The band gap is the energy from the highest filled to the lowest empty level, here computed for zinc-blende InP with a hybrid functional in cells compressed or stretched equally in all directions. It equals the least direct gap in every row, because both band edges stay at the zone centre Γ. Spin-orbit coupling is absent; it would lower the gaps by a few hundredths of an eV, nearly equally, and so hardly touch the slopes discussed here.

Ansatz 0.2.0, HSE06 with plane waves and PAW, for zinc-blende InP at r2SCAN geometries under hydrostatic strain. Wave cutoff 420 eV, 6×6×6 k mesh, fixed occupations, no spin polarisation or spin-orbit coupling. Gaps are the least found on the k mesh and at the points Γ, X, U, K, L and W.

| volume (Å³/atom) | shortest distance (Å) | band gap (eV) | least direct gap (eV) |
| --- | --- | --- | --- |
| 22.801 | 2.456 | 2.088 | 2.088 |
| 23.521 | 2.481 | 1.908 | 1.908 |
| 23.711 | 2.488 | 1.860 | 1.860 |
| 23.887 | 2.494 | 1.817 | 1.817 |
| 24.256 | 2.507 | 1.725 | 1.725 |
| 24.629 | 2.520 | 1.634 | 1.634 |
| 25.006 | 2.532 | 1.542 | 1.542 |
| 25.771 | 2.558 | 1.357 | 1.357 |
| 26.160 | 2.571 | 1.265 | 1.265 |
| 26.552 | 2.584 | 1.173 | 1.173 |
| 27.349 | 2.609 | 0.990 | 0.990 |

The approximation on trial is the constant pressure coefficient: a gap that rises by the same amount for every added gigapascal. The same runs give the pressure of each cell, from about 4 GPa of tension to 11 GPa of compression. Their stress convergence was flagged as loose, but the pressures agree with energy differences between neighbouring cells to within 0.04 GPa. The rows near +2 and −2 GPa give a coefficient of 0.089 eV/GPa, and the line is anchored at the nearly stress-free cell of 25.771 Å³/atom.

Carried outward, this line predicts too large a gap at both ends, by 0.26 eV in the smallest cell and 0.05 eV in the largest. The signs are the clue. A wrong slope would overshoot on one side and undershoot on the other; an overshoot on both sides means that the true curve bends. Used in reverse, as a pressure gauge, the line would read 8.0 GPa from the gap of the smallest cell, which is really under 10.8 GPa.

To find what bends, split the coefficient into an electronic and an elastic factor:

$$\frac{dE_g}{dP}=-\frac{a}{B},\qquad a=\frac{dE_g}{d\ln V},\qquad B=-\frac{dP}{d\ln V}.$$

Here $E_g$ is the band gap, $V$ the volume, $P$ the pressure and $B$ the bulk modulus. Between the most expanded and the most compressed pair of neighbouring cells, $B$ rises from 56 to 108 GPa, while $a$ changes by only about 7 %. The straight line thus fails mainly because the crystal stiffens: each further gigapascal buys less compression, and with it less gap.

The electronic factor has a familiar origin in bonding theory. At Γ the lowest empty state is s-like and antibonding, and the highest filled state is p-like and bonding. Pushing the atoms together raises the first relative to the second, so the gap follows the distance between atoms, whatever force was needed to set it. The stiffening comes from the short-range repulsion between atoms, which grows steeply as they approach.

Because $a$ changes so little across the table, a line in $\ln V$ travels much further than a line in $P$. With $a=-6.15$ eV from the same two rows, the smallest cell, which had no part in the slope, gives

$$E_g\approx 1.357-6.15\,\ln\frac{22.801}{25.771}\approx 1.357+0.753=2.110\ \text{eV}.$$

The computed gap is 2.088 eV, so the miss is 0.02 eV, or 3 % of the rise from the stress-free cell. The line in pressure misses the same rise by 35 %.

When only the pressure is known, the stiffening can be built in by letting $B$ grow linearly with $P$:

$$E_g(P)\approx E_0-\frac{a}{B'}\ln\!\left(1+\frac{B'\,\Delta P}{B_0}\right).$$

$E_0$ is the gap of the anchor cell, $\Delta P$ the pressure measured from it, $B_0=69$ GPa the bulk modulus near zero pressure, and $B'\approx4.5$ a rough typical value for its rise with pressure, close to the 4.3 that the two end intervals of the table give. This formula misses the smallest cell by 0.01 eV, less than the volume line on which it rests, so two small errors partly cancel there. The output after this text lists the misses of all three forms row by row.

The limit of small pressure shows when the simple rule is safe. There the logarithm becomes a straight line, with a relative error in the gap shift of about $B'\Delta P/2B_0$, or 3 % for each gigapascal. Near 1 GPa the constant coefficient is therefore good enough for most estimates. By the same formula, a softer crystal with a similar $B'$ leaves the straight line at a lower pressure.

In the opposite limit, strong compression, the volume line is expected to fail too, for an electronic reason. It follows the conduction edge at Γ, whereas the lowest empty level at the zone-boundary point X moves the other way: measured from the valence top, it falls from 2.43 eV at 26.160 Å³/atom to 2.26 eV at 23.711 Å³/atom. A straight line through these two values leaves X only about 0.1 eV above the Γ edge in the smallest cell. By this estimate, the table stops just before the gap of the zinc-blende crystal would turn indirect and begin to shrink under pressure. At which volume that happens is open, and levels at Γ and X in a few smaller cells would settle it. A real sample may not get that far as zinc blende, because InP is expected to change to the denser rock-salt structure at pressures near the upper end of this table.

Printed output of the fit:

```
Misses (prediction less gap) and slopes from the row above to this row:
     row  pressure_GPa  miss_line_in_P_eV  miss_line_in_lnV_eV  miss_stiffening_eV  slope_meV_per_GPa  slope_per_lnV_eV  bulk_modulus_GPa
  22.801         10.82             0.2559              0.02217             0.01187                n/a               n/a               n/a
  23.521         7.472             0.1362              0.01094            0.005725              53.73             -5.79             107.8
  23.711         6.674             0.1128             0.009453            0.005374              60.14            -5.966              99.2
  23.887         5.963            0.09224             0.006963            0.003832               60.5            -5.815              96.1
  24.256          4.55            0.05786             0.004669            0.002718              65.11            -6.001             92.17
  24.629         3.231            0.03091               0.0018           0.0006887                 69            -5.963             86.42
  25.006         2.001             0.0129            0.0003574          -0.0001817               74.8            -6.056             80.96
  25.771        -0.211                  0                    0                   0              83.61            -6.139             73.42
   26.16        -1.203           0.003291           -0.0001539           0.0002813              92.76            -6.141              66.2
  26.552        -2.124             0.0129            0.0003574            0.001199              99.87            -6.185             61.94
  27.349         -3.77             0.0487             0.001439            0.004655              111.2            -6.188             55.64
Pressure coefficient near zero pressure, eV/GPa: 0.08944
Gap change per unit ln V near zero pressure, eV: -6.151
Bulk modulus near zero pressure, GPa: 68.77
Pressure that the straight line reads from the gap of the smallest cell, GPa: 7.962
Pressure coefficient, most expanded over most compressed interval: 2.07
Bulk modulus, most compressed over most expanded interval: 1.937
Slope per ln V, most expanded over most compressed interval: 1.069
Largest gap between stress pressure and energy-difference pressure, GPa: 0.03478
X level above valence top at 23.711 cubic angstrom per atom, eV: 2.26
X level above valence top at 26.160 cubic angstrom per atom, eV: 2.426
Rough two-point estimate of X above the Gamma conduction edge in the smallest cell, eV: 0.1057
```
